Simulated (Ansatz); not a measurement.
Re: the change of energy above lowest point with volume scale

Results calculated with Ansatz 0.2.0, not measured. Free energy against uniform scaling of the volume at fixed shape and fractions; periodic cell, basis, potentials, k mesh and filling as listed.

The cell before it is scaled or strained (space group P6_3/mmc, No. 194):
```
cell vectors (Å)
   2.7608     0.0000     0.0000
  -1.3804     2.3909     0.0000
   0.0000     0.0000     4.4582
atoms (fractions of the cell vectors)
Re  0.33333  0.66667  0.25000
Re  0.66667  0.33333  0.75000
```

Settings of every row: functional PBE; dispersion none; potentials PAW; wave cutoff 500 eV; density cutoff 2000 eV; k mesh 11x11x6; k shift 0x0x0; occupations fermi dirac; smearing width 0.1 eV; spin none.

Limits: coarse k mesh, up to 40 meV an atom off; no spin-orbit coupling, which can matter with elements this heavy.

```
row  volume scale  V (Å³/atom)  energy above lowest point (meV/atom)
  1           0.9       13.242                                 275.5
  2         0.925        13.61                                     ?
  3          0.95       13.978                                  80.8
  4         0.975       14.346                                  29.4
  5             1       14.714                                   3.5
  6         1.025       15.082                                     0
  7          1.05        15.45                                  16.1
  8         1.075       15.817                                  49.4
  9           1.1       16.185                                  97.6
```

Question: what energy above lowest point should row 2 give?

Worked fit of energy above lowest point. Take u = (V_r/V)^(2/3) − 1 with V_r = 14.898 Å³ an atom, which is twice the finite (Eulerian) strain; such expansions in the strain, on which the Birch-Murnaghan equation of state is built, carry the rest volume and the bulk modulus. The shown rows have u = 0.08172, 0.04341, 0.02549, 0.00832, -0.00815, -0.02396, -0.03912, -0.05374. Least squares give energy above lowest point = −0.85 + 205 × u + 38295 × u² + 7068 × u³ meV/atom; a parabola predicts inner rows, each left out in turn, worse (root mean square 0.54 against 0.057 meV/atom). The rows lie off it by 0.0, 0.0, 0.0, 0.0, 0.0, 0.0, 0.1, 0.0. Its lowest point lies at u = -0.0027, or V = 14.96 Å³ an atom, and the curvature there gives the bulk modulus at fixed shape and fractions, B = (4/9)(1 + u)² E″(u)/V = 362 GPa. Letting shape and atoms relax would as a rule lower it, by much in layered, chain or molecular crystals. The withheld row has u = 0.06214, so the fit gives −0.85 + 205 × (0.06214) + 38295 × (0.06214)² + 7068 × (0.06214)³ = 161.5 meV/atom.

The calculation gave 161.5 meV/atom. The fit meets it to the printed digit.
